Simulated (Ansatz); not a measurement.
# BP: energy along a strain

BP, F-43m, a = 4.538 Å (as given, not relaxed at this level: -5.2 GPa). Ansatz: LDA, PAW, 420 eV, Γ-centred 10×10×10 mesh on 2 atoms, Gaussian smearing 0.05 eV; no spin polarisation. Cell vectors (Å): 0.000 2.269 2.269; 2.269 0.000 2.269; 2.269 2.269 0.000. The cell is strained by x per cent times the pattern (0 0 0 0 1 0) in the order xx yy zz yz xz xy (engineering shears), with fractional coordinates held. y is the free energy over the start, V0 = 11.682 Å³/atom. Symmetry makes y even in x.

| x (%) | y (meV/atom) |
| --- | --- |
| -2.00 | 2.89 |
| -1.00 | 0.73 |
| 0.00 | 0.00 |
| 0.25 | 0.05 |
| 0.50 | 0.19 |
| 0.75 | 0.41 |
| 1.25 | 1.13 |
| 1.50 | 1.62 |
| 1.75 | ? |

**Question.** Fit y = c2 x² + c4 x⁴ to the other rows, get the stiffness along the pattern, and predict the missing energy.

**Answer.** Least squares on the rows shown. y = 0.7248 x² − 0.0007083 x⁴. The clamped-ion stiffness p·C·p = 2 × 7.248 eV × 160.2 / 11.682 Å³ = 199 GPa, which is C55 in these axes (C44 of the cubic crystal) (second derivative at the start, which stands under stress). At x = 1.75 the fit asked for gives 2.21 meV/atom. The run gave 2.21 meV/atom, the same to the digits shown.

Cost: 9 runs of about 0.31 core-minutes in all, on Intel Xeon 6975P-C (Granite Rapids) (shared hosts).

The energy rises almost purely quadratically with shear, so BP responds harmonically over this range. The quartic term changes the energies by only about the last printed digit, so neither its size nor its sign carries much physical weight, and the successful prediction at 1.75 % mainly confirms the curvature.

The large stiffness of 199 GPa reflects the short, directional sp³ bonds between two small, light atoms of similar electronegativity. With the fractional coordinates held, this shear lengthens half of the tetrahedral bonds and shortens the other half, so it draws on bond stretching as well as the softer bending of bond angles. In a real zinc-blende crystal the two sublattices would shift against each other, relieving much of the stretching. Such relaxation can only lower the curvature, so the value is an upper bound on the relaxed-ion stiffness for the same cell and functional, and the measured C44 should be expected to lie below it. The positive curvature shows resistance to this one shear, not mechanical stability in general.
